# Mermin free energy, forces and zero-temperature extrapolation in tight binding

## 1. Premises and conventions

1. Nuclei are classical, at positions $\mathbf R$. $R$ is any one nuclear coordinate and a prime on $H$, $\varepsilon_i$, $f_i$ or $\mu$ means $d/dR$.
2. Electrons are independent. $H(\mathbf R)$ is a Hermitian $M\times M$ matrix in an orthonormal basis, smooth in $\mathbf R$ and independent of the occupations. Its eigenpairs are $(\varepsilon_i,c_i)$ with $c_i^\dagger c_j=\delta_{ij}$.
3. There is no spin polarisation. Each orbital holds two electrons and $0\le f_i\le1$ is the occupation per spin orbital.
4. The rest of the energy is a repulsive term $E_{\rm rep}(\mathbf R)$, independent of the electronic state.
5. The mean electron number $N$ and the electronic temperature $T$ are fixed while the nuclei move. $\tau=k_BT$.

Energies are given in zJ ($10^{-21}$ J), lengths in pm, forces in pN.

## 2. The functional and its minimum

**Trial states.** Take orthonormal orbitals $\phi_i$ and let each spin orbital be filled independently with probability $f_i$. A two-state system with probabilities $f$ and $1-f$ has entropy $-k_B[f\ln f+(1-f)\ln(1-f)]$, and entropies of independent systems add. For given $f_i$ this product state has the largest entropy, because correlation between subsystems can only lower the total. By premise 2 the energy depends on the state only through the one-particle density matrix $\rho=\sum_i f_i\phi_i\phi_i^\dagger$. The finite-temperature variational principle of Mermin (1965) therefore reduces to minimising

$$A=E-TS,\qquad E=2\sum_i f_i\,\phi_i^\dagger H\phi_i+E_{\rm rep},\qquad S=-2k_B\sum_i\big[f_i\ln f_i+(1-f_i)\ln(1-f_i)\big] \tag{1}$$

subject to $2\sum_i f_i=N$.

**Orbitals.** Rotate a pair, $\delta\phi_i=\eta\phi_j$, $\delta\phi_j=-\eta^*\phi_i$. $S$ and $N$ do not change, and $\delta E=4(f_i-f_j)\,{\rm Re}(\eta H_{ij})$ with $H_{ij}=\phi_i^\dagger H\phi_j$. This vanishes for all complex $\eta$ only if $(f_i-f_j)H_{ij}=0$, that is $[\rho,H]=0$. The $\phi_i$ may then be taken as the eigenvectors $c_i$, and $E=2\sum_i f_i\varepsilon_i+E_{\rm rep}$.

**Occupations.** With a multiplier $\mu$ for the constraint,

$$\frac{\partial}{\partial f_i}\Big[A-\mu\Big(2\sum_j f_j-N\Big)\Big]=2\Big[\varepsilon_i-\mu+\tau\ln\frac{f_i}{1-f_i}\Big]=0. \tag{2}$$

Solving,

$$f_i=\frac{1}{e^{x_i}+1},\qquad x_i=\frac{\varepsilon_i-\mu}{\tau}. \tag{3}$$

The second derivatives are $\partial^2A/\partial f_i\partial f_j=2\tau\,\delta_{ij}/[f_i(1-f_i)]>0$. More generally $E$ is linear and $-TS$ strictly convex in $\rho$, so (3) is the unique minimum. $\mu$ is unique too, since with $w_i=f_i(1-f_i)$ one has $\partial N/\partial\mu=2\sum_i w_i/\tau>0$ for $T>0$.

**Value at the minimum.** From (3), $\ln(1-f)=-\ln(1+e^{-x})$ and $\ln f=-x-\ln(1+e^{-x})$. Hence $f\ln f+(1-f)\ln(1-f)=-xf-\ln(1+e^{-x})$. Inserting in (1), the terms $f_i\varepsilon_i$ cancel and

$$A=\Omega+\mu N+E_{\rm rep},\qquad \Omega(\mu,T)=-2\tau\sum_i\ln\big(1+e^{-x_i}\big). \tag{4}$$

Here $\partial\Omega/\partial\mu=-2\sum_i f_i$ and $\partial^2\Omega/\partial\mu^2<0$, so the physical $\mu$ is the one that maximises $\Omega+\mu N$.

**Temperature derivative.** The implicit dependence of $A$ on $T$ through the $f_i$ is $2\mu\sum_i\partial f_i/\partial T$ by (2), which is zero at fixed $N$. Only the explicit dependence remains:

$$S=-\frac{\partial A}{\partial T},\qquad E=A-T\frac{\partial A}{\partial T}. \tag{5}$$

## 3. Forces

**Single level.** Differentiate $\varepsilon_i=c_i^\dagger Hc_i$ for a level followed smoothly in $R$. The terms in $c_i'$ give $\varepsilon_i(c_i'^\dagger c_i+c_i^\dagger c_i')=\varepsilon_i(c_i^\dagger c_i)'=0$, so $\varepsilon_i'=c_i^\dagger H'c_i$.

**Free energy.** Differentiate (1) at the minimum:

$$\frac{dA}{dR}=2\sum_i f_i\varepsilon_i'+E_{\rm rep}'+2\sum_i f_i'\Big[\varepsilon_i+\tau\ln\frac{f_i}{1-f_i}\Big].$$

By (2) the bracket equals $\mu$ for every $i$. The last sum is then $\mu\,dN/dR=0$, and

$$F_A\equiv-\frac{dA}{dR}=-2\sum_i f_i\,c_i^\dagger H'c_i-E_{\rm rep}'=-2\,{\rm Tr}(\rho H')-E'_{\rm rep}. \tag{6}$$

This is the Hellmann–Feynman force with Fermi occupations. It needs both the stationarity (2) and the constraint. At a degeneracy the members of the multiplet share one $f$, so only the trace of $H'$ over the multiplet enters (6), and that trace does not depend on the choice of eigenvectors. Since $\rho=[e^{(H-\mu)/\tau}+1]^{-1}$ is a smooth function of $H$ for $T>0$, $F_A$ is smooth through level crossings.

**Internal energy.** From $E=A+TS$,

$$F_E\equiv-\frac{dE}{dR}=F_A-T\frac{dS}{dR},\qquad T\frac{dS}{dR}=-2\tau\sum_i f_i'\ln\frac{f_i}{1-f_i}=2\tau\sum_i x_if_i'. \tag{7}$$

From (3), $f_i'=-w_i(\varepsilon_i'-\mu')/\tau$. The constraint $\sum_i f_i'=0$ gives $\mu'=\sum_i w_i\varepsilon_i'/\sum_i w_i$. With $\bar x=\sum_i w_ix_i/\sum_i w_i$,

$$T\frac{dS}{dR}=-2\sum_i w_ix_i(\varepsilon_i'-\mu')=-2\sum_i w_i(x_i-\bar x)\,\varepsilon_i'. \tag{8}$$

The two forms agree because both equal $-2[\sum w x\varepsilon'-(\sum wx)(\sum w\varepsilon')/\sum w]$. So $F_E-F_A$ is twice a weighted covariance between the position of a level and its slope. It vanishes if all partly filled levels move rigidly together, or if all $w_i\to0$. In general it does not vanish.

**Dynamics.** If the nuclei move under (6), their kinetic energy $K$ obeys $dK/dt=\sum F_A\dot R=-dA/dt$. The conserved quantity is $K+A$. The sum $K+E$ changes by $T\Delta S$, the heat taken from the reservoir that holds the electrons at $T$.

## 4. Smooth density of states

Let $g(\varepsilon)$ be the number of spin orbitals per unit energy (both spins counted), smooth on the scale $\tau$ near the Fermi energy $E_F$ and with $g(E_F)>0$. Define $G_1(\varepsilon)=\int_{-\infty}^\varepsilon g$ and $G_2(\varepsilon)=\int_{-\infty}^\varepsilon G_1$, so that $G_1(E_F)=N$.

**Step 1.** Replace $2\sum_i$ in (4) by $\int g\,d\varepsilon$ and integrate by parts twice. Use $\partial_\varepsilon[\tau\ln(1+e^{-x})]=-f$ and $-\partial_xf=w(x)=1/[4\cosh^2(x/2)]$. The boundary terms vanish, below because $G_1,G_2\to0$ and above because $f$ decays exponentially:

$$\Omega=-\int G_1f\,d\varepsilon=-\int_{-\infty}^{\infty}G_2(\mu+\tau x)\,w(x)\,dx. \tag{9}$$

**Step 2.** Moments of $w$. Substitute $e^x=(1-f)/f$, $w\,dx=-df$. For $|{\rm Re}\,\kappa|<1$,

$$\int e^{\kappa x}w\,dx=\int_0^1(1-f)^{\kappa}f^{-\kappa}df=\Gamma(1+\kappa)\Gamma(1-\kappa)=\frac{\pi\kappa}{\sin\pi\kappa}=1+\frac{\pi^2\kappa^2}{6}+\frac{7\pi^4\kappa^4}{360}+\dots \tag{10}$$

The coefficient of $\kappa^n$ is $\langle x^n\rangle/n!$. Odd moments vanish, $\langle x^2\rangle=\pi^2/3$ and $\langle x^4\rangle=7\pi^4/15$.

**Step 3.** Expand $G_2$ about $\mu$, with $G_2''=g$. In this section primes on $G_2$ and $g$ mean $d/d\varepsilon$. This is the Sommerfeld expansion:

$$\Omega=-G_2(\mu)-\frac{\pi^2}{6}\tau^2g(\mu)-\frac{7\pi^4}{360}\tau^4g''(\mu)+O(\tau^6). \tag{11}$$

**Step 4.** Go to fixed $N$ by maximising $\Omega+\mu N$. Put $\mu=E_F+\delta\mu$ and let $g,g',g''$ denote values at $E_F$. Because $G_1(E_F)=N$, $\mu N-G_2(\mu)=E_FN-G_2(E_F)-\tfrac12g\,\delta\mu^2+\dots$ By parts, $E_FN-G_2(E_F)=\int^{E_F}\varepsilon g\,d\varepsilon$, the ground-state band energy. Calling $E_0$ its sum with $E_{\rm rep}$,

$$A=E_0-\frac{\pi^2}{6}\tau^2g-\frac{7\pi^4}{360}\tau^4g''+\max_{\delta\mu}\Big[-\tfrac12g\,\delta\mu^2-\frac{\pi^2}{6}\tau^2g'\delta\mu\Big]+O(\tau^6).$$

The maximum lies at $\delta\mu=-(\pi^2/6)\tau^2g'/g$ and has the value $\pi^4\tau^4g'^2/(72g)$. The shift of $\mu$ thus first enters at fourth order:

$$A=E_0-\tfrac12\gamma T^2+a_4\tau^4+O(\tau^6),\qquad \gamma=\frac{\pi^2}{3}k_B^2\,g(E_F),\qquad a_4=\pi^4\Big[\frac{g'^2}{72g}-\frac{7g''}{360}\Big]. \tag{12}$$

**Step 5.** Apply (5). A term $cT^n$ in $A$ gives $(1-n)cT^n$ in $E$:

$$S=\gamma T+O(T^3),\qquad E=E_0+\tfrac12\gamma T^2-3a_4\tau^4+O(\tau^6), \tag{13}$$

$$\tilde E\equiv\tfrac12(E+A)=A+\tfrac12TS=E_0-a_4\tau^4+O(\tau^6). \tag{14}$$

The $T^2$ term cancels and the remainder is of fourth order, with no cubic term. The estimate $\tilde E$ is the one used by Gillan (1989).

**Two examples.** For $g\propto\sqrt\varepsilon$, $g=3N/2E_F$, $g'=g/2E_F$ and $g''=-g/4E_F^2$ give $a_4=\pi^4N/(80E_F^3)$. For $g=Ce^{b\varepsilon}$ everything is closed. Equation (10) gives $N=(C/b)e^{b\mu}\,\xi/\sin\xi$ with $\xi=\pi b\tau<\pi$, and (9) gives $\Omega=-N/b$, so $A=E_0+(N/b)\ln(\sin\xi/\xi)=E_0-(N/b)(\xi^2/6+\xi^4/180+\dots)$. With $g=bN$, $g'=b^2N$, $g''=b^3N$ both coefficients are those of (12).

**Forces.** Differentiating (12)–(14) with respect to $R$, with $F_0=-dE_0/dR$,

$$F_A=F_0+\tfrac12T^2\frac{d\gamma}{dR}+O(T^4),\qquad F_E=F_0-\tfrac12T^2\frac{d\gamma}{dR}+O(T^4).$$

The Hellmann–Feynman force keeps its $T^2$ term. $\tilde E$ is not stationary in the occupations, and its gradient is not (6). By (7) and (8) that gradient has the form of (6) with $f_i$ replaced by $f_i-\tfrac12w_i(x_i-\bar x)$.

**General rule.** If $S\propto T^n$ at low $T$, then $A=E_0-cT^{n+1}$ and $E=E_0+ncT^{n+1}$, so $E_0=(E+nA)/(n+1)$ to leading order. The weights $\tfrac12,\tfrac12$ belong to $n=1$ alone. A partly filled degenerate multiplet has constant $S$, $n=0$, and the leading-order estimate of $E_0$ is $E$ itself.

## 5. Two levels crossing at the Fermi energy

Let two orbitals $a,b$ share two electrons, all other levels being many $\tau$ away. Write $\varepsilon_{a,b}=\bar\varepsilon\pm\Delta/2$ and $z=\Delta/4\tau$. Since $f(x)+f(-x)=1$, the constraint $f_a+f_b=1$ is met by $\mu=\bar\varepsilon$, so $x_{a,b}=\pm2z$ and $f_b-f_a=\tanh z$. With $(1+e^{2z})(1+e^{-2z})=4\cosh^2z$, equations (4) and (1) give for the pair

$$A_2=2\bar\varepsilon-4\tau\ln(2\cosh z),\qquad E_2=2\bar\varepsilon-\Delta\tanh z,\qquad E_{0,2}=2\bar\varepsilon-|\Delta|. \tag{15}$$

**Forces.** The derivatives with respect to $\Delta$, to be multiplied by $\Delta'$, are

$$-\frac{\partial A_2}{\partial\Delta}=\tanh z,\qquad -\frac{\partial E_2}{\partial\Delta}=\tanh z+z\,{\rm sech}^2z,\qquad -\frac{\partial E_{0,2}}{\partial\Delta}={\rm sgn}\,\Delta. \tag{16}$$

The ground-state force jumps by $2|\Delta'|$ at the crossing. $F_A$ replaces the jump by a monotonic step. The extra term $z\,{\rm sech}^2z$ is (8) for this case. It equals $\tanh z$ to first order in $z$, so the level part of $F_E$ is twice that of $F_A$ near the crossing. It peaks at $z\tanh z=\tfrac12$, $z=0.77$, with the value $0.45$. The sum $\tanh z+z\,{\rm sech}^2z$ peaks at $z\tanh z=1$, where it equals $z=1.20$ and so overshoots the zero-temperature value.

**Energies at the crossing** ($z=0$). All four spin orbitals have $f=\tfrac12$, so $S=4k_B\ln2$ and

$$E_2=E_{0,2},\qquad A_2=E_{0,2}-4\tau\ln2,\qquad \tilde E_2=E_{0,2}-2\tau\ln2. \tag{17}$$

The departure is linear in $T$ and the averaging only halves it.

**Energies far from the crossing** ($y=2|z|\gg1$). Use $\ln(2\cosh z)=|z|+\ln(1+e^{-y})$ and $1-\tanh|z|=2/(e^y+1)$:

$$A_2-E_{0,2}\simeq-4\tau e^{-y},\qquad E_2-E_{0,2}\simeq4\tau ye^{-y},\qquad \tilde E_2-E_{0,2}\simeq2\tau(y-1)e^{-y}. \tag{18}$$

All three are exponentially small, nothing cancels, and at large $y$ it is $A$ that lies closest to $E_0$. In neither limit does a $T^2$ term exist.

## 6. Model of Na$_4$ on a Jahn–Teller path

**Geometry.** A planar rhombus of fixed side $d$, atoms 1 and 3 at $(0,\pm d\sin(\pi/4-\varphi))$, atoms 2 and 4 at $(\pm d\cos(\pi/4-\varphi),0)$. With $s=\sin2\varphi$ the diagonals obey $r_{13}^2=2d^2(1-s)$ and $r_{24}^2=2d^2(1+s)$. The square is $s=0$. The squared displacements of the four atoms sum to $2d^2d\varphi^2$, so the arc length in configuration space is $Q=\sqrt2\,d\,\varphi$ and $ds/dQ=\sqrt{2(1-s^2)}/d$. Forces are $-d/dQ$.

**Hamiltonian.** One 3s orbital and one electron per atom, $N=4$, on-site energy zero, $H_{ij}=-t_0(d/r_{ij})^2$ and pair repulsion $B(d/r_{ij})^4$ for all six pairs. Then

$$E_{\rm rep}=4B+\frac{B}{4(1-s)^2}+\frac{B}{4(1+s)^2}.$$

**Levels.** The vectors $a=(1,0,-1,0)/\sqrt2$ and $b=(0,1,0,-1)/\sqrt2$ are eigenvectors, because the four side hoppings are equal and cancel. The vectors $(1,0,1,0)/\sqrt2$ and $(0,1,0,1)/\sqrt2$ have diagonal elements $H_{13}$ and $H_{24}$ and are coupled by $-2t_0$. With $u=t_0/[2(1-s^2)]$, $H_{13}=-u(1+s)$ and $H_{24}=-u(1-s)$, so

$$\varepsilon_a=\frac{t_0}{2(1-s)},\quad \varepsilon_b=\frac{t_0}{2(1+s)},\quad \varepsilon_\pm=-u\pm\sqrt{u^2s^2+4t_0^2},\quad \Delta=\frac{t_0s}{1-s^2}. \tag{19}$$

$a$ and $b$ differ in symmetry under the mirror planes of the rhombus, so they cross at $s=0$ without repulsion. There they form a half-filled degenerate pair, split linearly in $s$. For $s>0$, $E_0=2\varepsilon_-+2\varepsilon_b+E_{\rm rep}$, and $E_0$ is even in $s$.

**Inputs.** $d=350$ pm is an approximate typical side length of rhombic Na$_4$. $t_0=130$ zJ is illustrative. $B=69$ zJ was chosen so that the minimum of $E_0$, at $s=0.600$, has a short diagonal of 313 pm, near the typical value of about 310 pm. The geometry is therefore fitted and tests nothing. $T=1000$ K is a smearing temperature, $\tau=13.8$ zJ.

**The square.** The levels are $-325$, $65$, $65$ and $195$ zJ. The top level lies $t_0$ above $\mu$ and has $f_+=8.1\times10^{-5}$, so section 5 applies closely. At $T=0$, $dE_0/ds=\mp t_0$ for $s\to0^\pm$, and $F_0=\pm\sqrt2\,t_0/d=\pm525$ pN.

**Results of the model.** All four levels are kept, $\mu$ is solved from $2\sum f_i=4$, $F_A$ comes from (6) and $F_E$ from (7) and (8).

| $s$ | $\Delta$/zJ | $f_a$ | $(E-E_0)$/zJ | $(A-E_0)$/zJ | $(\tilde E-E_0)$/zJ | $F_A$/pN | $F_E$/pN | $F_0$/pN |
|---|---|---|---|---|---|---|---|---|
| 0 | 0 | 0.500 | 0.02 | −38.3 | −19.1 | 0 | 0 | ±525 |
| 0.1 | 13.1 | 0.383 | 10.1 | −26.7 | −8.3 | 53 | 174 | 466 |
| 0.3 | 42.9 | 0.175 | 15.0 | −10.6 | 2.2 | 156 | 450 | 387 |
| 0.6 | 121.9 | 0.009 | 4.0 | −0.9 | 1.5 | −21 | 62 | −2 |

**Reading the table.**

- At $s=0$, (17) gives $4\tau\ln2=38.3$ zJ and $2\tau\ln2=19.1$ zJ. $E$ is within 0.02 zJ of $E_0$, and $\tilde E$ misses it by the full $2\tau\ln 2$.
- At $s=0.3$, $z=0.78$, next to the peak of the entropy term. $F_E-F_A=294$ pN. The two-level value $z\,{\rm sech}^2z\;d\Delta/dQ$ is 295 pN. $F_E$ exceeds $F_0$, as (16) allows.
- At $s=0.6$, $\varepsilon_+$ has come close to $\varepsilon_a$ and three levels are partly filled, so (18) holds only in pattern. $A$ is nearest to $E_0$, and $F_A$ and $F_E$ have opposite signs.
- $\tilde E-E_0$ changes sign along the path. Its smallness near $s=0.3$ reflects that change of sign and not the cancellation (14).

**Energy release from $s=0$ to $s=0.6$.** The drops are 56 zJ in $E_0$, 52 zJ in $E$, 19 zJ in $A$ and 35 zJ in $\tilde E$. Nuclei driven by the Hellmann–Feynman force gain 19 zJ of kinetic energy. A record of $K+E$ would show a fall of 33 zJ, which is $T|\Delta S|$ and no fault of the integrator. As an estimate of the model's $T=0$ value, $\tilde E$ is here farther off than $E$.

**Quenching of the distortion.** Near $s=0$ split $A$ into the term $-4\tau\ln(2\cosh z)\simeq{\rm const}-\Delta^2/8\tau$ and the smooth rest $2\varepsilon_-+2\bar\varepsilon+E_{\rm rep}$. The $s^2$ coefficients of the rest are $-\tfrac98t_0$, $+t_0$ and $+\tfrac32B$, so its second derivative is $k_s=3B-t_0/4=174.5$ zJ. With $\Delta\simeq t_0s$, $d^2A/ds^2=k_s-t_0^2/4\tau$. The square is a maximum of $A$ along the path for $\tau<t_0^2/4k_s=24.2$ zJ. In the two-level estimate a smearing above $1.75\times10^3$ K makes it a local minimum, so the smearing can remove the Jahn–Teller instability from the surface that the forces explore.

## 7. Range of validity

**Force theorem (6).** Exact within the premises for any spectrum, discrete or continuous, and any $T>0$. For a non-orthogonal basis with overlap matrix $O$ and $c_i^\dagger Oc_i=1$, the same differentiation gives $\varepsilon_i'=c_i^\dagger(H'-\varepsilon_iO')c_i$, and the occupation argument is unchanged. If $H$ depends on the occupations, the theorem holds for the full functional at self-consistency, not for the sum of eigenvalues. For a non-Fermi smearing, (2) must be met by the entropy-like term that belongs to that smearing. The limit $T\to0$ is not uniform at a crossing: at fixed $\Delta\ne0$ $F_A\to F_0$, while at $\Delta=0$ $F_A$ stays at the mean of the two one-sided values.

**Extrapolation (14).** It needs $g(E_F)>0$ and a Taylor expansion of $g$ over several $\tau$. The series is asymptotic, and band edges at a distance $W$ from $\mu$ add terms of order $e^{-W/\tau}$. A Fourier component of $g$ with period $\delta$ corresponds to $\kappa=2\pi i\tau/\delta$ in (10) and is damped by $X/\sinh X$, $X=2\pi^2\tau/\delta$. A discrete spectrum of spacing $\delta$ thus acts as a smooth one only for $X\gg1$, and $\tilde E$ then estimates the $E_0$ of the smoothed spectrum, without the shell structure of the discrete one. In the cluster, $\delta\approx t_0$ gives $X=2.10$ and a factor $0.52$, so the discreteness survives. The extrapolation suits extended metals with dense sampling, where $\delta\ll\tau\ll$ the scale of variation of $g$.

**Ensemble.** Fermi occupations fix $N$ only on average. At the crossing the variance of the electron number is $2\sum_i w_i=1$. An isolated cluster has exactly two electrons in the four spin orbitals, six states, and an entropy term $\tau\ln6=24.7$ zJ in place of 38.3 zJ. For so small a system $T$ in (1) is a smoothing parameter and $A$ is not the canonical free energy.

**Electron interaction.** Premise 2 makes the configurations $a^2$, $b^2$ and $a^1b^1$ degenerate at the square. With an on-site repulsion $U$, intersite repulsions $V(r)$ and no differential overlap, the pair energies are $J_{aa}=\tfrac12(U+V_{13})$ and $J_{ab}=V_{12}$. The exchange integral vanishes because $a$ and $b$ occupy different atoms, and the interaction with the filled lowest orbital is the same for $a$ and $b$ by symmetry. Take the approximate atomic value $U\approx740$ zJ and the Ohno interpolation $V=U/\sqrt{1+(4\pi\epsilon_0Ur/e^2)^2}$. Then $V_{12}=492$ zJ at 350 pm, $V_{13}=394$ zJ at 495 pm, and $J_{aa}-J_{ab}\approx75$ zJ, good as an order of magnitude. This exceeds both the entropy term of 38 zJ and the drop of 56 zJ in $E_0$. Taken alone it favours the open-shell configuration near the square and lowers the square relative to the closed-shell curve $E_0(s)$. Correlation, 3p admixture and relaxation of the sides are also left out. The energies and forces of section 6 are therefore those of the model and not of Na$_4$. The relations among $A$, $E$, $\tilde E$ and their gradients at a crossing of independent-electron levels, equations (15)–(18), do not depend on these inputs.